When a block of copper is stretched a little, do its electrons find more energy levels close to the highest filled one, or fewer? The answer governs how readily a metal's electrons respond to a small disturbance, and it can be read from an unlikely place. Calculations on metals report a small energy called the smearing entropy term. Its size counts the levels near the top of the filled ones, and it can be estimated with a pencil.

In a metal the electrons fill the levels up to a sharp limit, the Fermi level E_F. A calculation samples the levels on a finite mesh, and with a sharp limit the filling of a sampled level jumps whenever that level crosses it. The limit is therefore blurred over a width σ, here 0.15 eV. The blurring carries an entropy-like energy, which is negative for the Gaussian form used here. It is a device of the calculation and not heat, so it has no place in a thermodynamic balance at a real temperature.

Body-centred tetragonal copper at fixed strained geometries, computed with Ansatz 0.2.0 using the r2SCAN functional without spin polarization, PAW, a plane-wave cutoff of 300 eV, a 24×24×24 k mesh and Gaussian smearing of width 0.15 eV. The smearing entropy term is the −TS contribution to the free energy, and c/a refers to the conventional cell.

```
volume (Å³/atom)     c/a  shortest distance (Å)  smearing entropy term (meV/atom)
          10.783  0.9392                  2.413                            -4.010
          11.114  0.9251                  2.438                            -4.190
          11.286  0.9395                  2.450                            -4.140
          11.627  0.9256                  2.475                            -4.250
          11.804  0.9397                  2.487                            -4.240
          12.156  0.9260                  2.512                            -4.370
          12.338  0.9398                  2.523                            -4.360
```

The volume is given per atom, and c/a is the height of the tetragonal cell divided by its width. A value of 1 would be body-centred cubic and a value of √2 face-centred cubic, the normal form of copper. The cells here are thus close to body-centred cubic and slightly flattened. Over the whole table the term stays between −4.0 and −4.4 meV per atom, and it is more negative at the large volumes than at the small ones.

The size follows from a short count. Let g be the density of states at the Fermi level, that is, the number of electron states per electronvolt and per atom. Blurring over a width σ affects roughly gσ states, and each contributes an energy of the order of σ, so the term must go as gσ². The exact factor comes from the Gaussian form. A state at a distance x = (E − E_F)/σ from the Fermi level contributes −σ exp(−x²)/(2√π), and summing this over evenly spread states gives

smearing entropy term = −σ²g/2

With σ = 0.15 eV, σ²/2 is 0.01125 eV². The magnitude of the term in meV is therefore 11.25 times g. All the physics of the material now sits in g, and the question becomes how many states copper has at its Fermi level.

The simplest answer treats copper as a box with one free electron per atom. The number of free-electron states up to an energy E grows as E to the power 3/2. Its slope at the Fermi level, for one electron, is

g = 3/(2E_F)

Here E_F is the height of the Fermi level above the bottom of the band. For a volume V per atom in Å³ it is

E_F = 3.81 eV Å² × (3π²/V)^(2/3)

A larger box allows longer waves, which have less kinetic energy. The levels move closer together, E_F falls, and more states fit into each electronvolt. The density of states, and with it the magnitude of the smearing term, should grow as V^(2/3). In pencil terms, 3 % more volume gives 2 % more smearing term.

Take the cell of 11.804 Å³ as a worked case. Its V^(2/3) is 5.18 Å², which gives E_F = 7.03 eV. Then g is 1.5/7.03 = 0.213 states per eV, and multiplying by 11.25 gives 2.4 meV. The calculation has 4.24 meV.

The free-electron estimate has the right order of magnitude but reaches little more than half of the computed value. The same holds in every row: the computed magnitude is 1.76 to 1.82 times the free-electron one. That the ratio hardly moves is the useful finding. Free electrons miss the number of states in copper but catch most of the way in which that number changes with volume.

The likely reason for the missing states is that copper's outer electron is not free. Just below the Fermi level lie the filled d states, which are compact and spread over a narrow range of energy. They mix with the broad band of the outer electron and flatten it, and a flatter band holds more states per electronvolt. The lattice itself also bends the band where electron waves are reflected by the planes of atoms. Both effects are well known in ordinary copper. How much each of them adds in these body-centred cells cannot be told from the table, because the term reflects only the total number of states near the Fermi level and not its division into s, p and d parts.

For practical use the excess can be absorbed into one constant. A least-squares fit of a multiple of V^(2/3) to all seven rows gives

magnitude in meV = 0.825 × V^(2/3), with V in Å³

The free-electron constant would be 2.40/5.18 = 0.46, so the fitted one is larger by a factor of about 1.8. That factor collects everything the free-electron picture leaves out, and it should not be read as a property of the d states alone.

For the cell of 11.804 Å³ the rule gives 0.825 × 5.184 = 4.28 meV, which is 1 % above the computed value. For the cell of 11.114 Å³, V^(2/3) is 4.98 Å², and the rule gives 4.11 meV against a computed 4.19 meV. This second row is the worst of the table, with a miss of 2 %. Both rows were part of the fit. A stricter test predicts each row from a fit to the other six, and the typical miss is then still only about 1 %.

This accuracy should be seen against how little there is to predict. A reader who wrote down 4.2 meV for every row would never be wrong by more than about 5 %. The rule earns its place by giving the direction and the rate of the change, and these deserve a test of their own.

Such a test needs cells of equal shape, and the shape in the table alternates between c/a near 0.939 and c/a near 0.925. Four rows have the first value. From the smallest to the largest of them the term grows by 8.7 %, where the V^(2/3) law asks for 9.4 %. If the states at the Fermi level behaved as a pure d band, whose width shrinks roughly as V^(−5/3), the growth would be 25 %. The states that count here thus respond to stretching much more like those of a broad band than like those of compact d orbitals. The agreement supports the free-electron scaling without proving it, since other mixtures of effects could give a similar slope.

The three flatter cells follow the law less well. Between the first and the last of them the term grows with a power of the volume near 0.5 instead of 0.67. The rounding of the values is too small to account for this difference, but with only three rows and no test of denser k meshes it is too weakly founded to correct the rule.

The two shapes also differ in the term itself. From 11.114 to 11.286 Å³ the volume rises, yet the magnitude falls from 4.19 to 4.14 meV, and the second cell is the less flattened one. When the fit is repeated with a separate constant added for the flatter cells, they come out higher by 0.06 meV, with an uncertainty of about 0.02 meV. This accounts for only part of the miss at 11.114 Å³, which shrinks from 0.08 to 0.05 meV but remains the largest of the table. Two shapes give a difference between them but no law for other values of c/a, so the constant 0.825 should not be carried over to face-centred cubic copper without a new calculation.

The formula also tells how much harm the blurring does to the results that people want from such runs. Blurring lifts some electrons to higher levels, which raises the energy by σ²g/4, while the entropy term lowers the free energy by σ²g/2. The free energy therefore lies below its value for a sharp limit by half the magnitude of the term, about 2 meV per atom. Most of this is the same in every row and cancels when volumes are compared. Between the smallest and the largest cell the shift changes by less than 0.2 meV, whereas the free energy itself falls by about 30 meV from the smallest cell to the one at 11.627 Å³.

What remains is a slight outward push, since a larger cell gains a little more from the blurring. With the V^(2/3) law this extra pressure is the magnitude of the term divided by 3V. For the cell of 11.804 Å³ that is 4.24/35.4 = 0.12 meV/Å³, or about 0.02 GPa. The pressures of the runs extend from +12 GPa in the smallest cell to −8 GPa in the largest, so the push is negligible beside them. The plane-wave cutoff, which is below the advised one in all rows, may matter more for the pressure, but its effect was not tested.

For another width the formula promises a simple change: half the width gives a quarter of the term. Only one width was run, so this rests on theory. It should hold as long as the density of states is nearly even across the blurred range and the mesh is fine enough for the chosen width. A blur so wide that it reached copper's d states would gather many more states than g suggests. For another metal the factor σ²/2 remains, but g has to be found anew.

The effect of the shape is left without an explanation. Flattening the cell may truly bring more states to the Fermi level, or the mesh may sample the two shapes with slightly different errors, and a few hundredths of a meV are small enough for either. Two cells of equal volume and different c/a, each computed on a series of denser meshes, would decide between them.
